Transitions of Fe24+ from radial Dirac CI 1: relativistic configuration interaction with Breit and QED terms, orbitals from exchange-only KLI potentials optimised for each configuration. Wavelengths are in vacuum, E1 rates in length gauge at computed energies; branching counts E1, M1, E2 and M2 decays within 1s2 and 1s nl (all l for n ≤ 5, and 6s, 6p, 6d).

## Numerical check

```python
# Table: E1 vacuum wavelengths (nm), Einstein A (1/s), branching (%) of He-like Fe24+, radial Dirac CI (KLI orbitals, Breit, model QED).
# Test: A = C*F*R^2/(Z'^2 lam^3), hydrogen R, Z'=25, singlet-triplet weight w; rivals pure LS, pure jj; quantum-defect correction.
T = {
    'line_upper': ['1s 2s 1S0', '1s 6d 3D3', '1s 6d 3D2', '1s 5d 3D3', '1s 6p 3Po2', '1s 5d 3D2', '1s 5p 3Po2', '1s 4p 3Po2', '1s 3p 3Po2', '1s 2p 3Po0', '1s 2p 3Po1', '1s 2p 1Po1', '1s 2p 3Po2', '1s 2p 1Po1', '1s 6s 1S0', '1s 6s 3S1', '1s 6p 3Po1', '1s 6p 3Po2', '1s 6d 3D2', '1s 6d 3D3', '1s 6d 1D2', '1s 6p 1Po1', '1s 6s 3S1', '1s 6d 3D2', '1s 6d 1D2', '1s 6d 3D2', '1s 6d 3D3', '1s 6d 1D2', '1s 6d 3D2', '1s 6d 3D1', '1s 6d 3D1', '1s 6p 1Po1', '1s 6p 3Po0', '1s 6p 3Po1', '1s 6p 3Po2'],
    'line_lower': ['1s 2p 3Po1', '1s 6p 3Po2', '1s 6p 3Po1', '1s 5p 3Po2', '1s 6s 3S1', '1s 5p 3Po1', '1s 5s 3S1', '1s 4s 3S1', '1s 3s 3S1', '1s 2s 3S1', '1s 2s 3S1', '1s 2s 1S0', '1s 2s 3S1', '1s 2s 3S1', '1s 5p 1Po1', '1s 5p 3Po2', '1s 5d 3D2', '1s 5d 3D3', '1s 5f 3Fo3', '1s 5f 3Fo4', '1s 5f 1Fo3', '1s 5d 1D2', '1s 5p 3Po1', '1s 5p 1Po1', '1s 5p 1Po1', '1s 5p 3Po2', '1s 5p 3Po2', '1s 5p 3Po2', '1s 5p 3Po1', '1s 5p 3Po1', '1s 5p 3Po0', '1s 5s 1S0', '1s 5s 3S1', '1s 5s 3S1', '1s 5s 3S1'],
    'line_type': ['E1', 'E1', 'E1', 'E1', 'E1', 'E1', 'E1', 'E1', 'E1', 'E1', 'E1', 'E1', 'E1', 'E1', 'E1', 'E1', 'E1', 'E1', 'E1', 'E1', 'E1', 'E1', 'E1', 'E1', 'E1', 'E1', 'E1', 'E1', 'E1', 'E1', 'E1', 'E1', 'E1', 'E1', 'E1'],
    'line_wavelength': [2636.6, 1738.9, 1172.5, 1000.0, 783.54, 676.15, 451.51, 229.51, 95.395, 42.701, 39.893, 37.859, 27.076, 19.282, 12.038, 12.032, 12.015, 11.992, 11.94, 11.939, 11.935, 11.931, 11.922, 11.913, 11.885, 11.793, 11.77, 11.765, 11.687, 11.687, 11.673, 11.671, 11.614, 11.606, 11.547],  # nm
    'line_einstein_a': [386.7, 639100, 1523000, 1529000, 6321000, 3609000, 15660000.0, 47530000.0, 197600000.0, 358500000.0, 403600000.0, 487100000.0, 1429000000.0, 339200000.0, 111000000000.0, 67410000000.0, 31030000000.0, 34140000000.0, 14490000000.0, 14340000000.0, 14640000000.0, 33980000000.0, 34970000000.0, 17190000000.0, 155400000000.0, 29890000000.0, 171700000000.0, 13300000000.0, 124900000000.0, 64390000000.0, 94320000000.0, 83630000000.0, 91860000000.0, 82460000000.0, 87760000000.0],  # s⁻¹
    'line_branching': [None, 0.0, 0.0, 0.0, 0.0, 0.0, 0.0, 0.0, 0.0, 100.0, 0.0, 0.0, 18.2, 0.0, 10.1, 8.5, 0.9, 1.9, 0.4, 0.4, 0.4, 0.2, 4.4, 0.5, 4.5, 0.9, 5.2, 0.4, 3.6, 1.9, 2.8, 0.5, 4.9, 2.4, 4.9],  # %
}
import numpy as np
from functools import lru_cache
from scipy import constants as k
from scipy.special import eval_genlaguerre as Lg
from sympy.physics.wigner import clebsch_gordan as cg
Z = 25; Ry = k.Rydberg*1e-9
C = 16*np.pi**3*k.e**2*k.physical_constants['Bohr radius'][0]**2/(3*k.epsilon_0*k.h)*1e27
def P(s):
    _, o, t = s.split(); return int(o[0]), 'spdf'.index(o[1]), int(t[0]), int(t[-1])
def ops(j):
    m = np.arange(j, -j-1, -1.0); return np.diag(np.sqrt(j*(j+1)-m[1:]*(m[1:]+1)), 1), np.diag(m)
dot = lambda A, B: A[1]@B[1]+(A[0]@B[0].T+A[0].T@B[0])/2
def st(l, mu, J, W):
    I, Il, K = np.eye(2), np.eye(2*l+1), np.kron
    L = [K(K(x, I), I) for x in ops(l)]; a = [K(K(Il, x), I) for x in ops(.5)]; b = [K(K(Il, I), x) for x in ops(.5)]
    Jt = [L[i]+a[i]+b[i] for i in (0, 1)]; e, v = np.linalg.eigh(dot(Jt, Jt)); Q = v[:, abs(e-J*(J+1)) < 1e-6]
    if l == 0 or J != l: return Q
    kap = np.sqrt(l*(l+1))/np.tan(2*np.arcsin(np.sqrt(W[l])))-.5
    u = np.linalg.eigh(Q.T@(dot(L, b)-kap*dot(a, b))@Q)[1]
    return Q@(u[:, :2*J+1] if mu == 3 else u[:, 2*J+1:])
@lru_cache(None)
def D(lu, ll, q):
    f = np.sqrt((2*lu+1)/(2*ll+1))*float(cg(lu, 1, ll, 0, 0, 0))
    return np.kron([[f*float(cg(lu, 1, ll, m, q, p)) if p == m+q else 0. for m in range(lu, -lu-1, -1)] for p in range(ll, -ll-1, -1)], np.eye(4))
def F(u, l, W): return sum(np.sum((st(*l[1:], W).T@D(u[1], l[1], q)@st(*u[1:], W))**2) for q in (-1, 0, 1))/(2*u[3]+1)
r = np.linspace(1e-4, 250, 40000)
def f(n, l, d): return r**(l-d+1)*np.exp(-r/(n-d))*Lg(n-l-1, 2*(l-d)+1, 2*r/(n-d))
def R2(u, l, du=0., dl=0.):
    a, b = f(u[0], u[1], du), f(l[0], l[1], dl); return np.sum(a*b*r)**2/np.sum(a*a)/np.sum(b*b)
U = [P(s) for s in T['line_upper']]; Lo = [P(s) for s in T['line_lower']]
lam = np.array(T['line_wavelength'], float); A = np.array(T['line_einstein_a'], float)
nm = [a[3:].replace(' ', '')+'>'+b[3:].replace(' ', '') for a, b in zip(T['line_upper'], T['line_lower'])]
ix = {s: i for i, s in enumerate(nm)}; S = lambda s: A[ix[s]]*lam[ix[s]]**3
Ws = {'rule': {1: .09, 2: .31, 3: 3/7}, 'LS': {1: 1e-8, 2: 1e-8, 3: 1e-8}, 'jj': {1: 1/3, 2: 2/5, 3: 3/7}}
R = np.array([R2(u, l) for u, l in zip(U, Lo)])
Fs = {w: np.array([F(u, l, Ws[w]) for u, l in zip(U, Lo)]) for w in Ws}
M = {w: C*Fs[w]*R/Z**2/lam**3 for w in Ws}; q = {w: M[w]/A for w in Ws}
fr = lambda a, b: S(a)/(S(a)+S(b))
print(f"C={C:.4e} nm^3/s; w from table: 2p {fr('2p1Po1>2s3S1','2p1Po1>2s1S0'):.3f}, 6p {1-S('6p3Po1>5s3S1')/S('6p3Po0>5s3S1'):.3f}, 6d {fr('6d1D2>5p3Po2','6d3D2>5p3Po2'):.3f}; rule 0.09,0.31,3/7")
print("line | F | R_H^2 (a0^2) | A_rule (1/s) | model/table: rule LS jj")
for i, s in enumerate(nm): print(f"{s} {Fs['rule'][i]:.4f} {R[i]:.1f} {M['rule'][i]:.3e} {q['rule'][i]:.3f} {q['LS'][i]:.2f} {q['jj'][i]:.2f}")
d0 = np.array([u[0] == l[0] for u, l in zip(U, Lo)])
pure = np.array([all(x[1] == 0 or x[3] != x[1] for x in p) for p in zip(U, Lo)])
def sm(x, m):
    e = abs(x-1)*100; j = np.where(m)[0][np.argmax(e[m])]
    return f"med {np.median(e[m]):.1f}% max {e[j]:.0f}% ({nm[j]}) <10%:{(e[m] < 10).sum()}"
for t, m in (('dn=0', d0), ('6>5', ~d0)): print(t, m.sum(), 'rows;', '; '.join(w+' '+sm(q[w], m) for w in Ws))
l0 = 1/(Ry*Z**2*(1/25-1/36)); dv = (lam[~d0]/l0-1)*100
print(f"Rydberg 6>5 {l0:.3f} nm, table dev {dv.min():+.1f}..{dv.max():+.1f}%; A using it: {sm(q['rule']*(lam/l0)**3, ~d0)}")
ns = np.arange(2, 7); js = [ix[f'{n}p3Po2>{n}s3S1'] for n in ns]
ex = np.polyfit(np.log(ns), np.log(lam[js]), 1)[0]; ea = np.polyfit(np.log(ns), np.log(A[js]), 1)[0]
print(f"3P2>3S1 n=2-6: lam~n^{ex:.2f}, A~n^{ea:.2f}, lam/n^3 nm {np.round(lam[js]/ns**3, 3)}, implied Z' {np.round(Z*np.sqrt(q['rule'][js]), 2)}")
df = lambda s, n: n**3/(2*Z**2*Ry*lam[ix[s]])
dl = {}
for n in (5, 6):
    dl[n, 2] = 0.; dl[n, 1] = df(f'{n}d3D3>{n}p3Po2', n); dl[n, 0] = dl[n, 1]+df(f'{n}p3Po2>{n}s3S1', n)
out = []
for s in ('6s3S1>5p3Po2', '6p3Po2>5s3S1', '6p3Po2>5d3D3', '6d3D3>5p3Po2'):
    i = ix[s]; out.append(f"{s} {q['rule'][i]:.3f}->{q['rule'][i]*R2(U[i], Lo[i], dl[U[i][:2]], dl[Lo[i][:2]])/R[i]:.3f}")
print(f"defects vs 3D3: 5p {dl[5,1]:.4f} 5s {dl[5,0]:.4f} 6p {dl[6,1]:.4f} 6s {dl[6,0]:.4f}; corrected: "+', '.join(out))
i = ix['2p3Po2>2s3S1']
print(f"rounding floor on ratios <0.07%; gap 2s1S0-2p3P1 {1e7/lam[0]:.0f} cm-1; 2p3P2 total rate {A[i]/T['line_branching'][i]*100:.2e} 1/s")
assert np.all(abs(q['rule'][d0 & pure]-1) < 0.06)
assert 2.9 < ex < 3.2
assert abs(dv).max() < 4
assert q['rule'][ix['6s3S1>5p3Po2']] < 1 < q['rule'][ix['6p3Po2>5s3S1']]
```

Printed output:

```
C=2.0261e+15 nm^3/s; w from table: 2p 0.084, 6p 0.104, 6d 0.306; rule 0.09,0.31,3/7
line | F | R_H^2 (a0^2) | A_rule (1/s) | model/table: rule LS jj
2s1S0>2p3Po1 0.0900 27.0 4.298e+02 1.111 0.00 4.12
6d3D3>6p3Po2 0.4000 2592.0 6.392e+05 1.000 1.00 1.00
6d3D2>6p3Po1 0.2912 2592.0 1.518e+06 0.997 1.03 1.14
5d3D3>5p3Po2 0.4000 1181.2 1.532e+06 1.002 1.00 1.00
6p3Po2>6s3S1 0.3333 2835.0 6.368e+06 1.008 1.01 1.01
5d3D2>5p3Po1 0.2912 1181.2 3.608e+06 1.000 1.03 1.14
5p3Po2>5s3S1 0.3333 1350.0 1.585e+07 1.012 1.01 1.01
4p3Po2>4s3S1 0.3333 540.0 4.827e+07 1.016 1.02 1.02
3p3Po2>3s3S1 0.3333 162.0 2.017e+08 1.021 1.02 1.02
2p3Po0>2s3S1 0.3333 27.0 3.747e+08 1.045 1.05 1.05
2p3Po1>2s3S1 0.3033 27.0 4.182e+08 1.036 1.14 0.76
2p1Po1>2s1S0 0.3033 27.0 4.893e+08 1.004 1.10 0.74
2p3Po2>2s3S1 0.3333 27.0 1.470e+09 1.029 1.03 1.03
2p1Po1>2s3S1 0.0300 27.0 3.663e+08 1.080 0.00 4.00
6s1S0>5p1Po1 0.9100 54.9 9.282e+10 0.836 0.92 0.61
6s3S1>5p3Po2 0.5556 54.9 5.675e+10 0.842 0.84 0.84
6p3Po1>5d3D2 0.4854 29.5 2.672e+10 0.861 0.89 0.99
6p3Po2>5d3D3 0.5600 29.5 3.100e+10 0.908 0.91 0.91
6d3D2>5f3Fo3 0.5489 13.3 1.394e+10 0.962 0.93 0.98
6d3D3>5f3Fo4 0.5510 13.3 1.399e+10 0.976 0.98 0.98
6d1D2>5f1Fo3 0.5664 13.3 1.440e+10 0.983 1.04 0.99
6p1Po1>5d1D2 0.5854 29.5 3.291e+10 0.968 1.10 0.99
6s3S1>5p3Po1 0.3033 54.9 3.185e+10 0.911 1.00 0.67
6d3D2>5p1Po1 0.0398 230.0 1.754e+10 1.020 0.00 0.17
6d1D2>5p1Po1 0.3512 230.0 1.560e+11 1.004 1.14 1.03
6d3D2>5p3Po2 0.0690 230.0 3.137e+10 1.049 1.52 0.91
6d3D3>5p3Po2 0.4000 230.0 1.829e+11 1.065 1.07 1.07
6d1D2>5p3Po2 0.0310 230.0 1.419e+10 1.067 0.00 1.38
6d3D2>5p3Po1 0.2912 230.0 1.360e+11 1.089 1.12 1.25
6d3D1>5p3Po1 0.1517 230.0 7.084e+10 1.100 1.21 0.81
6d3D1>5p3Po0 0.2222 230.0 1.042e+11 1.104 1.10 1.10
6p1Po1>5s1S0 0.3033 149.2 9.228e+10 1.103 1.21 0.81
6p3Po0>5s3S1 0.3333 149.2 1.029e+11 1.120 1.12 1.12
6p3Po1>5s3S1 0.3033 149.2 9.383e+10 1.138 1.25 0.83
6p3Po2>5s3S1 0.3333 149.2 1.047e+11 1.193 1.19 1.19
dn=0 14 rows; rule med 1.4% max 11% (2s1S0>2p3Po1) <10%:13; LS med 2.8% max 100% (2p1Po1>2s3S1) <10%:10; jj med 3.7% max 312% (2s1S0>2p3Po1) <10%:8
6>5 21 rows; rule med 8.9% max 19% (6p3Po2>5s3S1) <10%:12; LS med 12.0% max 100% (6d3D2>5p1Po1) <10%:7; jj med 12.0% max 83% (6d3D2>5p1Po1) <10%:9
Rydberg 6>5 11.929 nm, table dev -3.2..+0.9%; A using it: med 3.4% max 14% (6s1S0>5p1Po1) <10%:18
3P2>3S1 n=2-6: lam~n^3.06, A~n^-4.94, lam/n^3 nm [3.384 3.533 3.586 3.612 3.628], implied Z' [25.35 25.26 25.19 25.15 25.09]
defects vs 3D3: 5p 0.0091 5s 0.0293 6p 0.0091 6s 0.0292; corrected: 6s3S1>5p3Po2 0.842->1.013, 6p3Po2>5s3S1 1.193->1.007, 6p3Po2>5d3D3 0.908->0.998, 6d3D3>5p3Po2 1.065->1.009
rounding floor on ratios <0.07%; gap 2s1S0-2p3P1 3793 cm-1; 2p3P2 total rate 7.85e+09 1/s
```
